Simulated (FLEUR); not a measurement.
# Collinear spin orders of corundum-type Cr2O3 at PBE+U: lowest order and the reach of a three-shell exchange model

Before exchange constants for Cr2O3 go into a model of a magnetoelectric or exchange-bias layer, we have to decide how many shells of neighbours that model must carry. Too few can leave the order right and the energy scale wrong, and with it any estimate of thermal stability. We therefore compare collinear arrangements of the four Cr spins in the primitive cell, at fixed atomic positions and with PBE and a Hubbard U on Cr. Energies are in meV per magnetic atom, measured from the parallel order, so a negative value means more stable than parallel. The questions are which arrangement lies lowest and whether couplings over three shells reproduce the others.

## How the numbers were made

One system, Cr2O3 (corundum-type, R-3c), 10 atom(s) a primitive cell, from measured cells of the Crystallography Open Database. FLEUR MaX-R8.1, all-electron LAPW with Kmax 4.4 1/bohr, Fermi-Dirac smearing of 0.05 eV, k meshes whose coarsest spacing along a reciprocal vector is 0.26 1/Å over all runs (2π included). Functional: PBE with Hubbard U (eV) Cr 3.5; collinear spins, no spin-orbit coupling. Atoms are fixed. Each order is started from typed moments on Cr, in the primitive cell, on the same 6 x 6 x 6 mesh; only runs that kept their pattern of signs are listed. Runs that did not converge or carry a known fault are not listed. The same in all rows: metal or insulator in the row's run, judged by its smearing entropy or density of states at the Fermi energy (a gap under a few smearing widths counts as a metal): insulator.

Notes on method and selection:

- In a Heisenberg model with E = -sum over ordered pairs of J e_i.e_j, the energy per magnetic atom is E0 less the sum over shells of J times the listed sum; further shells and changes of moment size are outside it.
- Each state is what a run reaches from typed starting moments; only a few collinear orders were started, so the lowest found need not be the ground state. Spin-orbit coupling is left out of these energies, which are free energies at the smearing width. A magnetic atom is one that was given a starting moment.
- Site moments count the spin inside each program's own atomic sphere, so they depend somewhat on its radius and leave out the spin between the spheres.
- Under a Hubbard U the orbital state was not searched.
- The shell on the horizontal axis is the one of the three whose sum correlates best with the energies.
- Runs that did not converge, have known faults or may not be shown are not listed, and runs on Ansatz's PAW sets soft_1 and soft_2 are kept to separate tables.

Columns:

- shell at 2.89 Å: sum of e_i.e_j over the 3 Cr neighbours at 2.89 Å, mean over magnetic atoms (+1 parallel, -1 opposed).
- shell at 2.65 Å: sum of e_i.e_j over the 1 Cr neighbours at 2.65 Å, mean over magnetic atoms (+1 parallel, -1 opposed).
- shell at 3.42 Å: sum of e_i.e_j over the 3 Cr neighbours at 3.42 Å, mean over magnetic atoms (+1 parallel, -1 opposed).
- moment (μB): largest site spin moment.
- net moment (μB): size of the net spin moment per magnetic atom.
- energy (meV): energy less that of the parallel order, per magnetic atom.

## Table of results

| member | shell at 2.89 Å | shell at 2.65 Å | shell at 3.42 Å | moment (μB) | net moment (μB) | energy (meV) |
| --- | --- | --- | --- | --- | --- | --- |
| opposed +--+ | −3 | −1 | −3 | 2.81 | 0.0 | −53.0 |
| opposed ++-- | −3 | 1 | 3 | 2.81 | 0.0 | −21.2 |
| partly opposed +++- | 0 | 0 | 0 | 2.87 | 1.5 | ? |
| parallel ++++ | 3 | 1 | 3 | 2.90 | 3.0 | 0.0 |
| opposed +-+- | 3 | −1 | −3 | 2.78 | 0.0 | 7.9 |

Cells marked ? are withheld until the estimate has been made.

## Reading the trend

The order +--+ is lowest, 53.0 meV below parallel and 31.8 meV below the next order shown, ++--. Its spins are opposed across all three listed shells. This agrees with the established antiferromagnetic order of Cr2O3, in which spins alternate along the trigonal axis; the signs in the label follow the listing of atoms, not their sequence along that axis.

The shell at 2.89 Å has the clearest effect. The two orders with this shell opposed average (−53.0 − 21.2) / 2 = −37.1 meV and the two with it parallel average 4.0 meV. Over the six units between them the slope is (0.0 + 7.9 + 53.0 + 21.2) / (2 × 6) = 6.8 meV per unit of the neighbour sum. The sign is that expected for Cr³⁺ with three t2g electrons: overlap of half-filled orbitals on neighbouring ions lets electrons delocalise only when the spins are opposed.

Three shells nevertheless describe the energies poorly. In every row the sum at 3.42 Å is three times that at 2.65 Å, so these orders fix only a combination of the two couplings. Reversing both shells together should then cost the same whatever the 2.89 Å shell does. Instead, going from parallel to opposed changes the energy by −53.0 + 21.2 = −31.8 meV when the 2.89 Å shell is opposed, and by +7.9 meV when it is parallel. Any one of the four orders predicted from the other three is missed by the difference between these changes, 31.8 + 7.9 = 39.7 meV, against a typical 31 meV for the mean of the others.

The likely missing piece is the next shell, six neighbours at roughly 3.7 Å, which joins the Cr sites in the one pairing that the listed shells leave out. The misfit has the sign of a net parallel preference in that pairing. With it included, the four energies are matched exactly, which leaves none of them to test the larger model.

## Estimating the withheld member

Plain estimates from the members shown:

- partly opposed +++-, mean of the 4 members shown: −16.6 meV, standard deviation 24

For +++- we trust the plain mean of the four orders, for a reason of symmetry. The four Cr sites can be paired in three ways, and every coupling between different sites belongs to one of them. Over the four orders shown, each pairing is parallel twice and opposed twice, so all pair couplings cancel in the mean. With one spin reversed, each pairing has one parallel and one opposed pair, and they cancel again. Pair couplings of any range therefore give

(−53.0 − 21.2 + 0.0 + 7.9) / 4 = −16.6 meV.

No shift is added for the shells, whose sums are all zero in this row.

What could move the result is a term involving all four spins, or a change of moment size beyond simple additivity. The moments offer a trial. If each neighbour changes a site's moment additively, the largest moment in +++- belongs to the atom whose 2.89 Å neighbours are reversed, and should be (2.90 + 2.81 + 2.81 − 2.78) / 2 = 2.87 μB. The table gives 2.87 μB.

This agreement is good to about 0.005 μB, within a span of 2.90 − 2.78 = 0.12 μB. Taking the same relative departure for the energies, whose span is 7.9 + 53.0 = 60.9 meV, gives 60.9 × 0.005 / 0.12 = 2.5 meV, which we use as one standard deviation. The scatter of 24 meV about the mean reflects the pair couplings that cancel here, so it would overstate the error.

**Committed estimate, partly opposed +++-: energy = −16.6 ± 2.5 meV.**

## How the estimate fared

| member | shell at 2.89 Å | shell at 2.65 Å | shell at 3.42 Å | moment (μB) | net moment (μB) | energy (meV) |
| --- | --- | --- | --- | --- | --- | --- |
| partly opposed +++- | 0 | 0 | 0 | 2.87 | 1.5 | −17.4 |

| member | estimate | energy (meV) | computed | estimate − computed | miss in error bars |
| --- | --- | --- | --- | --- | --- |
| partly opposed +++- | committed | −16.6 | −17.4 | +0.8 | 0.3 |
| partly opposed +++- | mean | −16.6 | −17.4 | +0.8 |  |

The estimate of −16.6 meV lies 0.8 meV above the computed −17.4 meV, or 0.3 error bars. It was the plain mean of the other four orders, so it does exactly as well as that mean; what we added was the reason to trust it.

That reason, the cancellation of all pair couplings in +++-, is borne out. What remains for four-spin terms and changes of moment size is 0.8 meV, against a span of 60.9 meV among the orders. The smaller moment on the reversed site also fits additive neighbour effects, which give it (2.81 + 2.81 + 2.78 − 2.90) / 2 = 2.75 μB.

The error bar was less well founded. It carried the relative accuracy of the moments over to the energies, a step with no firm basis, and one close result doesn't validate its width.

The result supports a pairwise form of the exchange energy, but not its restriction to three shells: with every listed sum at zero, +++- says nothing about which shells matter.

## Departures from the trend

Least-squares fits to the whole series, with x = shell at 2.89 Å; R² and errors in the fitted variable (y, or ln y where the fit is in ln y):

| y | members | fit | R² | rms residual | leave-one-out rms | the same for the mean of the others |
| --- | --- | --- | --- | --- | --- | --- |
| energy (meV) | 5 | y = −16.74 + 6.842 x | 0.76 | 10 | 19 | 26 |

Largest departures from the fit to the whole series:

| member | energy (meV) | fit | computed − fit | in rms residuals |
| --- | --- | --- | --- | --- |
| opposed ++-- | −21.2 | −37.3 | +16.1 | 1.5 |
| opposed +--+ | −53.0 | −37.3 | −15.7 | 1.5 |
| opposed +-+- | 7.9 | 3.8 | +4.1 | 0.4 |
| parallel ++++ | 0.0 | 3.8 | −3.8 | 0.4 |

The orders ++-- and +--+ lie farthest from the line in the 2.89 Å sum, at +16.1 and −15.7 meV. At 1.5 rms residuals neither is extreme, but the pattern has a simple explanation in two couplings that the line leaves out.

The first is the joint effect of the shells at 2.65 and 3.42 Å. Opposed spins there lower the energy by (0.0 − 21.2 + 53.0 − 7.9) / 4 = 6.0 meV from the mean, and parallel spins raise it by as much. The second is the remaining pairing of Cr sites, whose nearest members are the six neighbours at roughly 3.7 Å. Parallel spins there lower the energy by (7.9 − 21.2 + 53.0 − 0.0) / 4 = 9.9 meV.

In +--+ both effects lower the energy, by 6.0 + 9.9 = 15.9 meV together, and in ++-- both raise it by that amount. In +-+- and the parallel order they oppose each other and leave 9.9 − 6.0 = 3.9 meV, close to the departures of +4.1 and −3.8 meV. Assigning the second effect to the shell near 3.7 Å is likely but not unique, since longer couplings join the same sites.

## Summary

The lowest order is +--+, among all distinct collinear orders that fit the primitive cell; larger cells and non-collinear orders are not covered.

Three shells are not enough. Fitted to all five orders they leave an rms residual of 8.9 meV, and their leave-one-out error of 30 meV is no better than the 26 meV of the mean. Adding the third pairing of sites cuts that error to 3.0 meV, so a device model should include a coupling for that pairing, most simply through the shell near 3.7 Å.

For a temperature scale, +--+ lies 53.0 − 16.6 = 36.4 meV per Cr below the average in which pair couplings cancel. Classical mean-field theory gives T = 2 × 36.4 / (3 × 0.0862) = 282 K, with 0.0862 meV/K as Boltzmann's constant. This omits couplings between equivalent sites of different cells, as well as fluctuations and quantum spin corrections.

Spin-orbit energies are far below the spread here. The choice of U matters more: a larger U generally weakens antiferromagnetic exchange, possibly by tens of percent.
